**Problem.** A crystal of face-centred cubic iridium is squeezed and stretched evenly in all directions. The calculation uses density-functional theory with the PBE functional, without spin-orbit coupling, and gives the pressure at each fixed volume. A positive pressure means that the crystal pushes outward against the imposed volume; a negative one means that it pulls inward. The shortest distance is that between touching neighbours, of which each atom has twelve.

Face-centred cubic iridium at fixed volumes, computed with Ansatz 0.2.0 using the PBE functional and scalar-relativistic frozen-core PAW (set soft_2), without spin polarisation. The wave cutoff is 420 eV, the k mesh 15×15×15 and the Fermi–Dirac smearing width 0.05 eV. Pressure is positive in compression.

| volume (Å³/atom) | shortest distance (Å) | pressure (GPa) |
| --- | --- | --- |
| 13.300 | 2.659 | 37.22 |
| 13.307 | 2.660 | 36.94 |
| 13.583 | 2.678 | 26.65 |
| 13.866 | 2.697 | 17.26 |
| 14.008 | 2.706 | 12.96 |
| 14.149 | 2.715 | 8.92 |
| 14.291 | 2.724 | 5.10 |
| 14.432 | 2.733 | 1.50 |
| 14.715 | 2.751 | -5.08 |
| 14.998 | 2.768 | -10.92 |

**(a) At what volume would this crystal rest if it were released?**

*Solution.* A released crystal moves until it neither pushes nor pulls, so the resting volume V₀ is where the pressure passes through zero. The sign changes between the rows at 14.432 and 14.715 Å³ per atom, and a straight line between them gives V₀ ≈ 14.50 Å³. The neighbours are then 2.74 Å apart. Rows with smaller volumes describe a crystal held in compression, and the two largest volumes describe one held in tension.

**(b) How strongly does it resist a small change of volume around that point?**

*Solution.* The proper measure is the bulk modulus B, the pressure gained per fractional loss of volume. For two neighbouring rows it is the drop in pressure divided by the rise in volume, times the volume midway between them. From 14.432 to 14.715 Å³ the pressure falls by 6.58 GPa over 0.283 Å³, which gives B ≈ 339 GPa at a mean pressure slightly below zero. The step before it gives 367 GPa at a mean pressure slightly above zero. Interpolating between the two leads to B₀ ≈ 349 GPa at rest.

In practical terms, taking one percent off the volume costs about 3.5 GPa. Taking one percent off every length costs three times as much to first order, about 10 GPa, because volume goes as the cube of length; the table itself gives nearer 11 GPa at that strain. Small errors in a lattice constant therefore appear as large pressures.

**(c) Which forces balance at rest, and what would happen if only one of them acted?**

*Solution.* Consider first the pull alone. The 5d orbitals of neighbouring atoms overlap, and their levels spread into a band. Its lower, bonding part is filled before its upper, antibonding part, so bonding lowers the total energy of the electrons, and it does so more strongly the wider the band is. Shorter contacts mean more overlap and a wider band. With nothing to oppose it, this bonding would draw the atoms together without end.

Now consider the push alone. The valence electrons of s and p character spread through the whole cell, and confining them to less space raises their kinetic energy. They are also kept out of the filled inner shells, which hardly shrink when the crystal does. The room left between these shells therefore shrinks by a larger fraction than the cell itself. With no d bonding, these electrons would drive the atoms further apart.

The resting volume is where pull and push cancel. For that point to be stable, the push must gain more than the pull when the cell shrinks, and the table shows this net result: every reduction in volume raises the pressure. The division into a d pull and an sp push comes from the theory of transition metals, not from these rows. The pressures contain only the sum of the two.

One part of the picture can be seen directly in the electronic levels of the same calculation. At the centre of the Brillouin zone the d levels form two groups, 2.61 eV apart at 14.432 Å³ and 2.87 eV apart at 13.583 Å³. The contacts have shortened by only two percent, yet the splitting has grown by ten. That is close to the inverse fifth power of distance which theory expects for the coupling between d orbitals. The coupling thus strengthens on compression. The splitting measures neither force, but if the pull follows the coupling, as the theory holds, then the rising pressure means that the push grows faster still.

**(d) Suppose the crystal were a spring of constant stiffness. How well would that describe the table, and where would it fail?**

*Solution.* A constant stiffness means that the pressure is proportional to the volume lost:

P ≈ B₀ (V₀ − V) / V₀

Both constants come from the rows next to the resting point, as found in (a) and (b). The strongly compressed rows had no part in them and can serve as a test.

Take the row at 13.307 Å³. Its volume is 8.2 % below V₀, so the estimate is 349 GPa × 0.082 ≈ 28.6 GPa. The calculation gives 36.94 GPa, and the spring is therefore too soft by 23 % of the computed pressure. At the other end, at 14.998 Å³, it predicts a tension of 12.1 GPa where the calculation finds 10.9 GPa. Between 14.149 and 14.715 Å³ it stays within 0.6 GPa.

The two failures have one origin, which the limiting cases make plain. Atoms pulled very far apart no longer act on one another, so the tension can't keep growing as a spring demands; it must level off and finally fade. Atoms pressed very close meet a repulsion that climbs ever more steeply. Up to the point of greatest tension, a curve that joins these limits flattens on the stretched side and steepens on the compressed side. The straight line of the spring follows it only near the resting point.

The table already shows this bend over a modest range. Between its most stretched step and its most compressed one, leaving out the nearly identical pair at 13.300 and 13.307 Å³, the bulk modulus rises from 307 to 501 GPa. On average it gains about 5 GPa for each GPa of pressure. A constant modulus is thus adequate for strains of a few tenths of a percent in length, but not for two or three percent.

**(e) Which digits of the pressures can be trusted?**

*Solution.* It helps to separate two meanings of trust. The first is whether the numbers agree among themselves. Pressure is the rate at which the free energy rises as the volume shrinks, so energy differences between rows must reproduce the mean pressure of each step. Apart from the nearly identical pair, they do so to about 0.1 GPa. The gap is largest on the long steps, as it should be, because the average of two end points lies slightly above a curve that sags between them. For the same reason the straight line used in (a) is expected to place V₀ a little too high, so the second decimal of 14.50 Å³ is not secure.

The pair at 13.300 and 13.307 Å³ shows how a good number can be misused. Its pressures differ by 0.28 GPa, close to the 0.26 GPa expected from the slope of the next step, and a little above it, as a curve that steepens on compression requires. No scatter shows at the level of a few hundredths of a GPa. But the difference in volume, 0.007 Å³, has a single significant digit. A bulk modulus taken from the printed values of this pair would be uncertain by more than a tenth, although each pressure is printed to four figures. The loss lies in the rounding and not in the calculation: the two cells are 0.94 and 0.9405 times the same base volume, which fixes the step at 0.00707 Å³.

The second meaning is whether the numbers would survive a change of settings. The electronic levels were filled with a small artificial broadening, whose entropy grows as the crystal expands and so adds a slight outward push. From that entropy the push is about 0.06 GPa on average over the range. Removing it would shift the resting volume by only a few thousandths of an Å³. The k mesh, the wave cutoff and the frozen-core files were not varied, so these rows can't show how many digits would survive a change in any of them. On the cutoff there is one hint: the runs report a correction to the stress for the finite plane-wave basis, which grows on compression. It is 0.08 GPa at 14.432 Å³ and 0.10 GPa at 13.583 Å³, and the rows at either end of the table lie somewhat outside this range. The second decimal should therefore not be counted on at a higher cutoff. The decimals describe this particular calculation and not real iridium, as the next question shows.

**(f) An engineer sets the volume to 14.149 Å³ because a measured lattice constant suggests it, and reads 8.92 GPa. Is the real crystal under that stress?**

*Solution.* No. The pressure refers to the resting volume of the calculation, not to that of the real metal. At 14.149 Å³ the contacts are 0.8 % shorter than the calculation would choose, and by the rule in (b) this alone amounts to roughly 8 GPa. PBE is known to make the lattices of heavy transition metals somewhat too long, typically by about a percent. A sample free of stress then looks compressed when its measured size is imposed on the calculation.

Two omissions also bear on the mismatch. Spin-orbit coupling, which matters for an atom as heavy as iridium, is left out and may shift the resting volume. The vibration of the nuclei, both zero-point and thermal, is left out too, but it would expand the lattice slightly, so including it would widen the mismatch. These rows can't tell the contributions apart.

The remedy is to compare like with like. Strain should be counted from the computed resting volume, and the pressure read at that strain. If a sample is one percent shorter in every direction than its own relaxed state, the pressure to read is the one at contacts one percent shorter than the computed 2.737 Å, which lies between the rows at 14.008 and 14.149 Å³. The third decimal matters here: rounding the reference to 2.74 Å would already change the pressure by about 1 GPa. Much of the error in the absolute size then drops out, while an error in the stiffness remains.

**(g) How should the resting volume and the stiffness change if iridium were replaced by its right-hand neighbour, platinum?**

*Solution.* Again the limits show the way. An empty d band can't bind, since it holds no electrons. A full one binds hardly at all, since its antibonding levels cancel what the bonding levels gain. The pull is strongest near half filling and weakens towards either end of the row.

Iridium has nine valence electrons, most of them in the d band, which can hold ten. It therefore already lies beyond the middle, and the additional electron of platinum goes mainly into antibonding levels. The pull becomes weaker while the push from the s and p electrons remains. The balance then moves to a larger volume, where both forces are weaker and change less steeply with distance, so the metal should be softer. This is argued from the filling of the band and not from the table, but it agrees with the fact that platinum is the softer metal with the larger atomic volume, and gold goes further in the same direction.
